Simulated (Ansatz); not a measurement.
## Correcting a cheap level on S-containing molecules

The vertical ionisation energy (cation less neutral) in eV of 6 S-containing molecules: x at HF/def2-TZVPP, y at CCSD(T)/def2-TZVPP. Shapes, held fixed at every level: PBE0-D4/def2-TZVP. Flexible molecules stand in one conformer, not always the lowest. Programs: Ansatz 0.2.0.

| molecule | x (eV) | y (eV) |
| --- | --- | --- |
| P4S3 (tetraphosphorus trisulfide) | 8.52 | 9.04 |
| H2S2 (SMILES SS) | 9.01 | 9.97 |
| InH3(SH2) | 9.27 | 9.98 |
| SF2 (sulfur difluoride) | 9.59 | 10.11 |
| BH3(SH2) | 10.34 | ? |
| SOF2 (thionyl fluoride) | 11.46 | 12.47 |

Task: Fit y = c + s·x to the known rows and predict y for BH3(SH2).

Result: 
1. Means of the 5 rows: x = 9.5700, y = 10.314.
2. Σ(Δx)² = 5.0786, Σ(Δx·Δy) = 5.7013, so the slope is 5.7013/5.0786 = 1.1226.
3. Intercept: 10.314 − (1.1226) × 9.5700 = -0.429. The largest residual of the fit is 0.28.
4. BH3(SH2): -0.429 + 1.1226 × 10.34 = 11.18 eV.

CCSD(T)/def2-TZVPP gives 11.09 eV, so the prediction is off by +0.09 eV, within the largest residual. Uncorrected, HF/def2-TZVPP misses it by -0.75 eV, and the other rows by 0.74 on average. The line removes about 90 % of this miss. SOF2 lies far out in x and weighs most in the slope. Left out in turn, the other rows are missed by 0.24 eV on average, so much of the error is systematic among these molecules. Cations run unrestricted. T1 is large for P4S3 (0.022), so single-reference values are less sure there. For atoms past krypton def2 sets carry core potentials with scalar relativity. Outer-core shells of In are correlated, in sets that cover them unevenly.

Hartree–Fock places the ionisation energy too low in all six molecules. Separate calculations for neutral and cation already include orbital relaxation, so what is chiefly missing is correlation. The neutral has one more electron and an intact pair in the ionised orbital, so it generally gains more from correlation than the cation does, and the gap widens at the coupled-cluster level.

The size of this correction does not simply follow the ionisation energy: SF2 lies above H2S2 in x but needs a clearly smaller shift. This suggests that the character of the ionised orbital, and how far the hole spreads over sulfur and its neighbours, matters more than its depth. The slope above one is therefore better read as an empirical fit than as a physical scaling law. Indeed, the average miss of 0.74 eV, added as a constant, would serve BH3(SH2) better than the line, since its own miss is 0.75 eV. The test thus supports a common correlation shift, but not a benefit from the fitted slope.
